**Question: where does the Stoner parameter $I=(U+4J)/5$ come from?**

I am building a tight-binding model for cobalt wiring and want to add magnetism through a shift $\mp IM/2$ of the d levels. Papers quote $I=(U+4J)/5$ for d electrons and $(U+6J)/7$ for f electrons. How is this derived? Which $U$ and $J$ are meant, is $M$ per orbital or per atom, and what do I get for Co with $J\approx0.9$ eV?

---

**Answer**

In Hartree-Fock, with equal occupation of the $2l+1$ orbitals of each spin, the exchange splitting is

$$\Delta=\varepsilon_\downarrow-\varepsilon_\uparrow=IM,\qquad I=\frac{U+2lJ}{2l+1},$$

with $M$ the moment of the whole shell, $U=F^0$ and, for d electrons, $J=(F^2+F^4)/14$. I derive this first for a two-parameter model and then for the full rotationally invariant interaction, which fixes what $U$ and $J$ mean.

## Premises and conventions

1. Each atom carries one shell of orthonormal orbitals $R(r)Y_{lm}$, with the same $R$ for both spins and all occupations. All atoms are equivalent.
2. Only the on-site interaction is kept. It is static, spin independent and rotationally invariant. Spin-orbit coupling is dropped.
3. The state is one Slater determinant of Bloch states, collinear, at $T=0$.
4. The on-site density matrix is $\langle c^\dagger_{m\sigma}c_{m'\sigma'}\rangle=n_{m\sigma}\delta_{mm'}\delta_{\sigma\sigma'}$, and in the end $n_{m\sigma}=N_\sigma/(2l+1)$.

Here $N_\sigma=\sum_m n_{m\sigma}$, $N=N_\uparrow+N_\downarrow$ and $M=N_\uparrow-N_\downarrow\ge0$. $M$ is a number of electrons per atom, so the spin moment is $M\mu_B$ for a spin g factor of 2, and $I$ is an energy. $g$ is the density of states at the Fermi level per atom and **per spin**. Authors who use the density of both spins together quote an $I$ half as large.

## Step 1: the averaged model

Give every opposite-spin pair the energy $U$ and every same-spin pair, which must sit in different orbitals, the energy $U-J$:

$$\hat H_{\rm av}=U\sum_{mm'}\hat n_{m\uparrow}\hat n_{m'\downarrow}+\frac{U-J}{2}\sum_\sigma\sum_{m\ne m'}\hat n_{m\sigma}\hat n_{m'\sigma}.$$

In a determinant, Wick's theorem gives for two different spin-orbitals $a\neq b$

$$\langle\hat n_a\hat n_b\rangle=n_an_b-|\langle c_a^\dagger c_b\rangle|^2,$$

and the second term vanishes by premise 4. The theorem holds although the local $n_a$ are fractional, because $c_a$ is a linear combination of Bloch operators. Hence

$$E_{\rm int}=UN_\uparrow N_\downarrow+\frac{U-J}{2}\sum_\sigma\Big(N_\sigma^2-\sum_m n_{m\sigma}^2\Big).$$

The last sum removes the $m=m'$ terms: an electron does not meet a second electron in its own spin-orbital.

Making hopping energy plus $E_{\rm int}$ stationary with respect to the orthonormal Bloch states gives the tight-binding eigenvalue problem with the bare on-site level $\varepsilon_0$ replaced by $\varepsilon_0+\partial E_{\rm int}/\partial n_{m\sigma}$:

$$\varepsilon_{m\sigma}=\varepsilon_0+UN_{-\sigma}+(U-J)(N_\sigma-n_{m\sigma}).$$

Subtract the two spins and write $\mu_m=n_{m\uparrow}-n_{m\downarrow}$:

$$\Delta_m=UM-(U-J)(M-\mu_m)=JM+(U-J)\mu_m .$$

With equal occupations $\mu_m=M/(2l+1)$,

$$\Delta=\Big[J+\frac{U-J}{2l+1}\Big]M=\frac{U+2lJ}{2l+1}\,M .$$

Equivalently $\Delta=(U+2lJ)\mu$ with $\mu$ the moment per orbital. An electron gains $U$ from the polarisation of its own orbital, where the Pauli principle switches the repulsion off for parallel spins, and $J$ from each of the other $2l$ orbitals. For $l=0$ this is the one-band result $I=U$.

## Step 2: energy and Stoner criterion

With equal occupations $N_\sigma^2-\sum_m n_{m\sigma}^2=\frac{2l}{2l+1}N_\sigma^2$. Insert $N_\uparrow N_\downarrow=(N^2-M^2)/4$ and $N_\uparrow^2+N_\downarrow^2=(N^2+M^2)/2$:

$$E_{\rm int}=\tfrac12\bar UN^2-\tfrac14IM^2,\qquad\bar U=\frac{(4l+1)U-2lJ}{2(2l+1)},$$

since the coefficient of $M^2$ is $-\frac14\big[U-(U-J)\frac{2l}{2l+1}\big]=-\frac14 I$. Differentiating with respect to $N_\sigma$ gives $\varepsilon_\sigma=\varepsilon_0+\bar UN\mp IM/2$ (upper sign for $\uparrow$), the shift you want.

All orbitals of one spin move by the same amount on every atom, so the two spin bands shift rigidly. Transferring $M/2$ electrons at fixed $N$ fills the majority band by an extra energy $M/(2g)$ and empties the minority band by as much. Each costs $\frac12g\,(M/2g)^2$, together $M^2/(4g)$ to second order. Then

$$E(M)-E(0)=\frac{M^2}{4g}\,(1-Ig),$$

and the paramagnet is unstable to uniform polarisation when $Ig>1$. That $I$ is the quantity in Stoner's criterion justifies its name.

## Step 3: the full interaction

A real shell has many different matrix elements, so the averages need a proof. By premise 2 the interaction depends on $r_1$, $r_2$ and the angle $\gamma$ between the two position vectors, $v=\sum_kv_k(r_1,r_2)P_k(\cos\gamma)$. For the bare Coulomb force $v_k=\frac{e^2}{4\pi\epsilon_0}r_<^k/r_>^{k+1}$. Define the Slater integrals

$$F^k=\iint R^2(r_1)R^2(r_2)\,v_k\,r_1^2r_2^2\,dr_1dr_2 ,$$

so that, with $Y_m\equiv Y_{lm}$,

$$\langle m_1m_2|v|m_3m_4\rangle=\sum_kF^k\iint Y^*_{m_1}(1)Y^*_{m_2}(2)P_k\,Y_{m_3}(1)Y_{m_4}(2)\,d\Omega_1d\Omega_2 .$$

The interaction is $\frac12\sum\langle m_1m_2|v|m_3m_4\rangle c^\dagger_{m_1\sigma}c^\dagger_{m_2\sigma'}c_{m_4\sigma'}c_{m_3\sigma}$. Wick's theorem leaves two contractions, the direct one for all spins and the exchange one, with a minus sign, for $\sigma=\sigma'$. With $U_{mm'}=\langle mm'|v|mm'\rangle$ and $J_{mm'}=\langle mm'|v|m'm\rangle$,

$$E_{\rm int}=\tfrac12\sum_{mm'\sigma\sigma'}U_{mm'}n_{m\sigma}n_{m'\sigma'}-\tfrac12\sum_{mm'\sigma}J_{mm'}n_{m\sigma}n_{m'\sigma}.$$

The sums include $m=m'$, where $J_{mm}=U_{mm}$ cancels the self-interaction. The levels are

$$\varepsilon_{m\sigma}=\varepsilon_0+\sum_{m'}U_{mm'}(n_{m'\uparrow}+n_{m'\downarrow})-\sum_{m'}J_{mm'}n_{m'\sigma}.$$

The direct term does not depend on $\sigma$, so

$$\Delta_m=\sum_{m'}J_{mm'}\mu_{m'} .$$

For equal occupations only sums over $m'$ are needed, and both follow from the addition theorem $\sum_{m'}Y_{m'}(1)Y^*_{m'}(2)=\frac{2l+1}{4\pi}P_l(\cos\gamma)$. I keep a second free index $m''$ to show that no off-diagonal potential appears.

*Direct sum.* At coinciding angles $\sum_{m'}|Y_{m'}(2)|^2=(2l+1)/4\pi$ is constant, and $\int P_k\,d\Omega_2=4\pi\delta_{k0}$. Therefore

$$\sum_{m'}\langle mm'|v|m''m'\rangle=(2l+1)F^0\,\delta_{mm''}.$$

*Exchange sum.* The addition theorem gives

$$\sum_{m'}\langle mm'|v|m'm''\rangle=\sum_kF^k\,\frac{2l+1}{4\pi}\iint Y_m^*(1)\,P_lP_k\,Y_{m''}(2)\,d\Omega_1d\Omega_2 .$$

Expand $P_lP_k=\sum_Lb_LP_L$ with $b_L=\frac{2L+1}{2}\int_{-1}^1P_lP_kP_L\,dx$. The addition theorem for $L$ and orthonormality give $\int P_L(\cos\gamma)Y_{m''}(2)\,d\Omega_2=\frac{4\pi}{2l+1}\delta_{Ll}Y_{m''}(1)$, so only $b_l$ survives and the prefactors cancel:

$$\sum_{m'}\langle mm'|v|m'm''\rangle=\delta_{mm''}\sum_ka_kF^k,\qquad a_k=\frac{2l+1}{2}\int_{-1}^1P_l^2P_k\,dx .$$

$P_l^2$ is even and of degree $2l$, so $k=0,2,\dots,2l$. If $P_l^2=\sum_kp_kP_k$, then $a_k=\frac{2l+1}{2k+1}p_k$, and $a_0=1$. Both potentials are multiples of the unit matrix, in any orbital basis, real or complex. The interaction itself therefore does not break premise 4.

*Defining the averages.* To match Step 1, let $U$ be the mean of $U_{mm'}$ over all $(2l+1)^2$ opposite-spin pairs and $U-J$ the mean of $U_{mm'}-J_{mm'}$ over the $2l(2l+1)$ same-spin pairs. The diagonal terms are zero and may be included in the sum. Then $U=F^0$ and

$$U-J=\frac{(2l+1)^2F^0-(2l+1)\sum_ka_kF^k}{2l(2l+1)}=F^0-\frac1{2l}\sum_{k\ge2}a_kF^k ,$$

that is $J=\frac1{2l}\sum_{k\ge2}a_kF^k$ and

$$\sum_{m'}J_{mm'}=U+2lJ\quad\text{for every }m .$$

With $\mu_{m'}=M/(2l+1)$ this gives $\Delta=IM$ with the $I$ of Step 1. For equal occupations the averaged model reproduces the Hartree-Fock energy and levels of the full interaction exactly.

*d shell.* $P_2^2=\frac15+\frac27P_2+\frac{18}{35}P_4$, so $a_2=\frac55\cdot\frac27=\frac27$ and $a_4=\frac59\cdot\frac{18}{35}=\frac27$:

$$J=\frac{F^2+F^4}{14},\qquad I=\frac{U+4J}{5}.$$

*f shell.* $P_3^2=\frac17+\frac4{21}P_2+\frac{18}{77}P_4+\frac{100}{231}P_6$, so $a_2=\frac4{15}$, $a_4=\frac2{11}$, $a_6=\frac{100}{429}$:

$$J=\frac{2F^2}{45}+\frac{F^4}{33}+\frac{50F^6}{1287}=\frac{286F^2+195F^4+250F^6}{6435},\qquad I=\frac{U+6J}{7}.$$

*A limit where it is exact.* For an isolated half-filled shell with all spins up (d$^5$, or f$^7$ as in Gd), $n_{m\uparrow}=1$ and $n_{m\downarrow}=0$. This state and the highest-spin states with one electron more or less are single determinants and eigenstates within the shell. So $E(N+1)+E(N-1)-2E(N)=\varepsilon_\downarrow-\varepsilon_\uparrow=I(2l+1)=U+2lJ$, with no approximation beyond premises 1 and 2.

## Step 4: do not mix conventions

For complex orbitals $J_{mm'}=\sum_kF^kc^k(m,m')^2$ and $U_{mm}=J_{mm}$, with $c^k(m,m')=\sqrt{4\pi/(2k+1)}\int Y^*_{lm}Y_{k,m-m'}Y_{lm'}\,d\Omega$. For $l=2$ these integrals give

$$J_{00}=F^0+\tfrac{4}{49}F^2+\tfrac{36}{441}F^4,\quad J_{0,\pm1}=\tfrac1{49}F^2+\tfrac{30}{441}F^4,\quad J_{0,\pm2}=\tfrac4{49}F^2+\tfrac{15}{441}F^4,$$

$$J_{22}=F^0+\tfrac4{49}F^2+\tfrac1{441}F^4,\qquad J_{2,-2}=\tfrac{70}{441}F^4 .$$

The self-repulsion of $3z^2-r^2$ is $J_{00}=U+\frac87J$. The density of $xy\propto Y_{22}-Y_{2,-2}$ is $|Y_{22}|^2-\frac12(Y^*_{22}Y_{2,-2}+{\rm c.c.})$, so its self-repulsion is $J_{22}+\frac12J_{2,-2}$, the same value, and $yz$, $zx$, $x^2-y^2$ are rotated copies of $xy$. All real d orbitals thus have the intra-orbital repulsion $U_K=U+\frac87J$. The sum rule then fixes the mean exchange between different real orbitals, $J_K=(4J-\frac87J)/4=\frac57J$, and

$$U_K+4J_K=U+4J .$$

The formula has the same form in the Kanamori convention $(U_K,J_K)$. Pairing $U_K$ with $J$, or $F^0$ with $J_K$, gives a wrong $I$.

## Numbers for Co

The inputs are typical or assumed values. $J\approx0.9$ eV, so $4J=3.6$ eV and $F^2+F^4=12.6$ eV. The monopole $F^0$ is strongly screened in the metal and is the uncertain input. An unscreened value of order 25 eV would give $I=5.7$ eV.

| $U$ (eV) | 0 | 1 | 2 | 3 | 4 |
|---|---|---|---|---|---|
| $I$ (eV) | 0.72 | 0.92 | 1.12 | 1.32 | 1.52 |

Since $\partial I/\partial U=0.2$ and $\partial I/\partial J=0.8$, ignorance of $U$ is damped by a factor of five. Read backwards, a tight-binding model with $I=1.0$ eV corresponds to $U=1.4$ eV.

Assume $U=2$ eV, so $U+4J=5.6$ eV and $I=1.12$ eV. For the band take Friedel's rectangular d band with an approximate width $W=4.4$ eV, so $g=5/W$ and $1/g=0.88$ eV. The criterion becomes $U+4J>W$. Here $Ig=1.27$, and the threshold is $U=0.8$ eV. For constant $g$ the quadratic $E(M)$ is exact until the majority band is full, so $M$ runs to its limit $10-N$. I choose $N=8.4$ so that $M=1.6$, the typical spin moment of Co. The moment is therefore an input and tests nothing. The model then gives

- moment per orbital $\mu=0.32$,
- splitting $\Delta=IM=1.79$ eV,
- splitting needed to fill the majority band, $M/g=1.41$ eV, so its top lies 0.38 eV below the Fermi level,
- magnetic energy $\frac14M^2(1/g-I)=-0.15$ eV per atom.

## Range of validity

**Unequal orbital moments.** Summing $\Delta_m$ over $m$ with the sum rule shows that the shell average of the splitting is $IM$ whatever the $\mu_m$. Single orbitals deviate. On a cubic site (fcc Co) let $\mu_t,\mu_e$ be the moments per $t_{2g}$ and $e_g$ orbital. The $t_{2g}$ space is spanned by $Y_{2,\pm1}$ and $xy$. The exchange of $Y_{20}$ with $xy$ is $J_{02}$, because the cross terms violate conservation of $m$. The exchange of $3z^2-r^2$ with all of $t_{2g}$ is then

$$2J_{01}+J_{02}=3K,\qquad K=\tfrac2{49}F^2+\tfrac{25}{441}F^4 .$$

By cubic symmetry the other $e_g$ orbital has the same sum, so the total is $6K$, or $2K$ per $t_{2g}$ orbital. The sum rule supplies the rest:

$$\Delta_e=(U+4J-3K)\mu_e+3K\mu_t,\qquad\Delta_t=(U+4J-2K)\mu_t+2K\mu_e,$$

$$\Delta_t-\Delta_e=(U+4J-5K)(\mu_t-\mu_e).$$

With the typical ratio $F^4/F^2\approx0.625$, $F^2=7.75$ eV, $F^4=4.85$ eV and $K=0.59$ eV, so the coefficient is 2.6 eV. An assumed difference $\mu_t-\mu_e=0.1$ spreads the splittings by 0.26 eV, 15 per cent of $\Delta$. The averaged model would give the coefficient $U-J=1.1$ eV, so it should not be trusted once occupations differ. At the surface of a wire, where the site symmetry is low, this matters more.

**Orbital polarisation.** In Step 1 a redistribution $\delta n_{m\sigma}$ at fixed $N_\sigma$ gains $\frac12(U-J)\sum\delta n^2$. If each orbital forms its own rectangular subband of density $1/W$, the cost is $\frac12W\sum\delta n^2$. Equal occupation is then stable for $U-J<W$, which holds for the Co inputs. It fails for localised 4f shells, where $U$ is typically several eV and the width a fraction of an eV. There $(U+6J)/7$ describes the half-filled shell, or itinerant f bands, and not the multiplets of a general f$^n$ ion.

**Correlation.** This is the largest omission. A determinant lets opposite spins meet at random, while real electrons avoid each other, which weakens the gain from polarising. Kanamori's ladder of repeated pair scattering gives its size, provided $U$ contains only screening by non-d electrons. The effective intra-orbital repulsion obeys $T=U_K-U_K\Pi T$, so $T=U_K/(1+U_K\Pi)$. For a pair at the Fermi level $E_F$ with momentum conservation averaged out,

$$\Pi=\iint\rho(\varepsilon)\rho(\varepsilon')\frac{1-f(\varepsilon)-f(\varepsilon')}{\varepsilon+\varepsilon'-2E_F}\,d\varepsilon\,d\varepsilon' ,$$

with $\rho=1/W$ per spin-orbital and $f$ the step occupation of the paramagnetic band of filling $n$. Only pairs both above or both below $E_F$ contribute, each positively. With $\int_0^a\!\int_0^a dx\,dy/(x+y)=2a\ln2$ and $a=(1-n)W$ or $nW$, one finds $\Pi=2\ln2/W=0.315$ eV$^{-1}$ for any $n$. Then $U_K=3.03$ eV drops to $T=1.55$ eV. This lowers $I$ by 0.30 eV to 0.82 eV, and $5I=4.1$ eV falls below $W$. The inter-orbital exchange is reduced in the same channel, so the full ladder cuts deeper. This is one class of diagrams in a crude band, good for a magnitude only. It does show that the neglected term is at least a quarter of $I$ and as large as the margin by which the rectangular band meets the Stoner criterion. Two figures, $I\approx1.1$ eV and $\Delta\approx1.8$ eV, are already generous. The margin also depends on the band shape, since a real d band has peaks and $g$ differs from $5/W$.

**Smaller items.** Spin-orbit coupling in Co, typically about 0.07 eV, is 4 per cent of $\Delta$. It is several times larger in 4f shells and mixes the spins there. With s and p orbitals in the basis the shift acts only on the d weight, the bands no longer move rigidly, and $g$ in the criterion becomes the response of the d moment to a splitting of the d levels. At 300 K, $k_BT=0.026$ eV is negligible against $\Delta$. The Curie temperature is beyond the model, because uniform collinear Hartree-Fock can only shrink the moment and cannot tilt it from site to site. Finally, if the hoppings and levels were fitted to spin-polarised density-functional bands, the splitting is already in them and $IM$ must not be added again.

The model's result for the Co inputs is $I\approx1.1$ eV and $\Delta\approx1.8$ eV, resting on an assumed $U=2$ eV and a moment put in by hand. The d-band splitting typically quoted for Co from photoemission is about 1 eV, so as a quasiparticle splitting the Hartree-Fock value is too large by a factor approaching two, in the direction expected from the neglected correlation.